## Single Holstein polaron on a chain by the DMFT continued fraction: solution key

### Problem and conventions

One electron moves on a chain at $T=0$ ($\hbar=1$, lattice constant $a=1$):

$$H=-t\sum_{j}\left(c_j^\dagger c_{j+1}+\text{h.c.}\right)+\Omega\sum_j b_j^\dagger b_j+g\sum_j c_j^\dagger c_j\,(b_j+b_j^\dagger).$$

The band is $\epsilon_k=-2t\cos k$, with half-bandwidth $D=2t$ and band mass $m=1/(2t)$. Green functions are retarded, $\omega\to\omega+i0^+$. Find the ground-state energy $E_0$, the residue $Z$ and $m^*/m$ in dynamical mean-field theory (DMFT) for the illustrative inputs $\Omega=0.5\,t$ and $g=0.5\,t$. These give $g^2=0.25\,t^2$ and $\lambda\equiv g^2/(2t\Omega)=0.25$. Energies are in units of $t$.

### Common ground (correct)

DMFT takes the self-energy to be local and obtains it from one site embedded in a medium $G_0(\omega)$. While the electron is away from that site, the $n$ phonons on it stay there, so the state with the electron on the site and $n$ phonons has inverse propagator $G_0^{-1}(\omega-n\Omega)$. The coupling links $n-1$ to $n$ with amplitude $g\sqrt n$. The $(0,0)$ element of the inverse of this tridiagonal matrix is $1/[G_0^{-1}(\omega)-\Sigma(\omega)]$, with (Ciuchi, de Pasquale, Fratini and Feinberg, 1997)

$$\Sigma(\omega)=\cfrac{g^2}{G_0^{-1}(\omega-\Omega)-\cfrac{2g^2}{G_0^{-1}(\omega-2\Omega)-\cfrac{3g^2}{\ddots}}},\qquad G_0^{-1}=G_{\rm loc}^{-1}+\Sigma .$$

This is exact in infinite dimensions, where the Bethe lattice gives $G_0^{-1}=\omega-(D^2/4)\,G_{\rm loc}$. On the chain it is an approximation, whose size is estimated at the end.

The polaron band solves $E_k=\epsilon_k+\Sigma(E_k)$. Differentiating gives $dE_k/d\epsilon_k=Z$, and so

$$E_0=-2t+\Sigma(E_0),\qquad \frac{m^*}{m}=\frac1Z=1-\Sigma'(E_0).$$

Define $\Sigma_n=\Sigma(\omega-n\Omega)$, $z_n=\omega-n\Omega-\Sigma_n$ and $a_n=\Sigma_n+G_{\rm loc}^{-1}(z_n)$. Allowing at most $N=4$ phonons sets $\Sigma_4=0$ and closes the recursion from below:

$$\Sigma_3=\frac{g^2}{a_4},\qquad \Sigma_2=\frac{g^2}{a_3-2g^2/a_4},\qquad \Sigma_1=\frac{g^2}{a_2-2g^2/(a_3-3g^2/a_4)},$$

$$\Sigma_0=\frac{g^2}{\Delta},\qquad \Delta=a_1-\cfrac{2g^2}{a_2-\cfrac{3g^2}{a_3-4g^2/a_4}} .$$

Since $G_{\rm loc}^{-2}=z^2-4t^2$, one has $dG_{\rm loc}^{-1}/dz=zG_{\rm loc}$, and the slope follows from the chain rule with $a_n'=\Sigma_n'+z_nG_{\rm loc}(z_n)\,(1-\Sigma_n')$.

### Attempt (WRONG: the result of this section must not be used)

1. The chain has $G_{\rm loc}(z)=1/\sqrt{z^2-4t^2}$ with $z=\omega-\Sigma$.
2. Near the band bottom all $z_n$ with $n\ge1$ obey $z_n^2>4t^2$, so the radicand is positive.
3. **(W)** Take the ordinary positive root: $a_n=\Sigma_n+\sqrt{z_n^2-4t^2}$.
4. Solve $\omega=-2+\Sigma_0(\omega)$. At the root the ladder reads:

| $n$ | $\Sigma_n$ | $z_n$ | $a_n$ |
|---|---|---|---|
| 4 | 0 | $-3.7960$ | $3.2264$ |
| 3 | $0.0775$ | $-3.3735$ | $2.7942$ |
| 2 | $0.0947$ | $-2.8908$ | $2.1819$ |
| 1 | $0.1258$ | $-2.4219$ | $1.4916$ |

5. Then $\Delta=1.2257$, $\Sigma_0=0.2040$ and $\Sigma_0'=0.2887$.

**Wrong answer:** $E_0=-1.7960\,t$, $m^*/m=0.7113$, $Z=1.406$.

The iteration converges and every entry is real and of plausible size, so the arithmetic alone raises no alarm.

### Symptom

**Energy above the variational bound.** The trial state $c_{k=0}^\dagger|0\rangle$ without phonons has $\langle H\rangle=-2t$, because $\langle b+b^\dagger\rangle=0$. Hence $E_0\le-2t$ for every $g$, and $-1.7960\,t$ is impossible.

**Residue above one.** The spectral function $A(k,\omega)$ is non-negative and integrates to one, so a pole carries $Z\le1$. Equivalently, $\Sigma(\omega)=\int d\epsilon\,\Gamma(\epsilon)/(\omega-\epsilon)$ with $\Gamma\ge0$, so below the support of $\Gamma$ both $\Sigma$ and $\Sigma'$ are negative. The attempt has both positive, and an electron made lighter by the lattice.

**Wrong sign at second order.** Perturbation theory gives $\Sigma(-2t)=g^2\int\frac{dq}{2\pi}\,(-2t-\Omega-\epsilon_q)^{-1}$. Every denominator is negative, and the value is $-g^2/\sqrt{\Omega^2+4t\Omega}=-0.1667\,t$. Line (W) yields the same magnitude with a plus sign.

**Failed atomic limit.** For $t\to0$ the medium must vanish, $a_n=\omega-n\Omega$, and the fraction must reproduce the displaced oscillator, whose energy is $-g^2/\Omega=-0.5$ in the same unit. Line (W) gives $a_n=\Sigma_n+|z_n|=2\Sigma_n-(\omega-n\Omega)$ for $z_n<0$.

### The faulty line

Line (W) is at fault. The local Green function is defined by the integral

$$G_{\rm loc}(z)=\int_{-\pi}^{\pi}\frac{dk}{2\pi}\,\frac{1}{z+2t\cos k},$$

which is analytic off the cut $[-2t,2t]$, behaves as $1/z$ for large $|z|$, and has $\operatorname{Im}G_{\rm loc}<0$ for $\operatorname{Im}z>0$. The branch with these properties is

$$G_{\rm loc}(z)=\frac{1}{\sqrt{z-2t}\,\sqrt{z+2t}},$$

each factor being a principal root. For real $z+i0^+$ with $z<-2t$ each factor is $i$ times a positive number, their product is negative, and

$$G_{\rm loc}(z)=-\frac{1}{\sqrt{z^2-4t^2}}\qquad(z<-2t).$$

The integrand is negative for every $k$ there, which confirms the sign. The principal root of the product $z^2-4t^2$ has a non-negative real part. It coincides with the physical branch for $\operatorname{Re}z>0$ and is its negative for $\operatorname{Re}z<0$, where it also makes the density of states $-\operatorname{Im}G_{\rm loc}/\pi$ negative in the lower half of the band. The ground state is computed wholly in that half-plane. Below $E_0$ the function $z(\omega)=\omega-\Sigma(\omega)$ rises monotonically, since $\Sigma'<0$, and it reaches $-2t$ at $E_0$. Every $z_n$ with $n\ge1$ therefore lies below $-2t$, and all levels of the fraction are affected.

### Mended calculation

Replace (W) by

$$a_n=\Sigma_n-\sqrt{z_n^2-4t^2}.$$

For $t\to0$ this gives $a_n=\Sigma_n+z_n=\omega-n\Omega$, as required. At the root of $\omega=-2+\Sigma_0(\omega)$:

| $n$ | $\Sigma_n$ | $z_n$ | $a_n$ |
|---|---|---|---|
| 4 | 0 | $-4.1694$ | $-3.6584$ |
| 3 | $-0.0683$ | $-3.6011$ | $-3.0630$ |
| 2 | $-0.0854$ | $-3.0840$ | $-2.4330$ |
| 1 | $-0.1107$ | $-2.5587$ | $-1.7066$ |

Then $\Delta=-1.4756$, $\Sigma_0=-0.1694$ and $\Sigma_0'=-0.2066$, so the $N=4$ DMFT equations give

$$E_0=-2.1694\,t,\qquad m^*/m=1.2066,\qquad Z=0.829 .$$

All symptoms are gone: $E_0<-2t$ and $Z<1$. For orientation, second order evaluated at $\omega=-2t$ gives $m^*/m=1+g^2(2t+\Omega)/(\Omega^2+4t\Omega)^{3/2}=1.185$. Raising the cutoff to $N=5$ moves $E_0$ by less than $10^{-4}\,t$ and $m^*/m$ by less than $10^{-3}$.

**What locality leaves out on the chain.** The one-phonon skeleton diagram $g^2G_{\rm loc}(z_1)$ is local in any dimension. The first non-local skeleton diagram is the crossed two-phonon one, $\Sigma_r=g^4\,G_r(z_1)^2\,G_r(z_2)$ for sites $r$ apart. Below the band $G_r=G_{\rm loc}\,x^{|r|}$ with $x=\left(|z|-\sqrt{z^2-4t^2}\right)/2t$, so

$$\Sigma_r=C\rho^{|r|},\qquad C=g^4G_{\rm loc}(z_1)^2G_{\rm loc}(z_2)=-0.010\,t,\qquad \rho=x_1^2x_2=0.085 .$$

DMFT keeps $r=0$ only. The remainder at $k=0$ is $2C\rho/(1-\rho)=-0.002\,t$, and its frequency slope is $-0.009$. Its curvature in $k$, with $\epsilon_k\simeq-2t+tk^2$, gives $\partial\Sigma/\partial\epsilon_k=-C\rho(1+\rho)/[t(1-\rho)^3]=0.001$. In the general relation $m^*/m=(1-\partial_\omega\Sigma)/(1+\partial_\epsilon\Sigma)$ these terms shift the mass by an amount of order $0.01$. The four-decimal entries above are thus solutions of the truncated DMFT equations. As statements about the chain Hamiltonian they support

$$E_0\approx-2.17\,t,\qquad m^*/m\approx1.2 .$$

These are the model's numbers for illustrative inputs and describe no particular material.

### Size of the error

| quantity | wrong branch | mended | consequence of the slip |
|---|---|---|---|
| $E_0/t$ | $-1.7960$ | $-2.1694$ | too high by $0.3734$ |
| $m^*/m$ | $0.7113$ | $1.2066$ | too low by $41\,\%$ |
| $Z$ | $1.406$ | $0.829$ | outside $0\le Z\le1$ |

The energy error of $0.3734\,t$ is $2.2$ times the binding energy $0.1694\,t$, and it turns binding into repulsion. It exceeds the cutoff and non-locality effects by more than two orders of magnitude.

Reversing the sign of the final $\Sigma_0$ earns no credit. The fraction is odd under $a_n\to-a_n$, yet the magnitudes $|a_n|$ differ between the two tables for two reasons. The wrong root sits at another frequency, closer to the one-phonon continuum. At a given frequency a positive $\Sigma_n$ also pushes $z_n$ away from the band edge, whereas the true negative $\Sigma_n$ pulls it closer. The patched value $-2.2040\,t$ still lies $0.035\,t$ below the mended energy, and only the branch correction at every level repairs the result.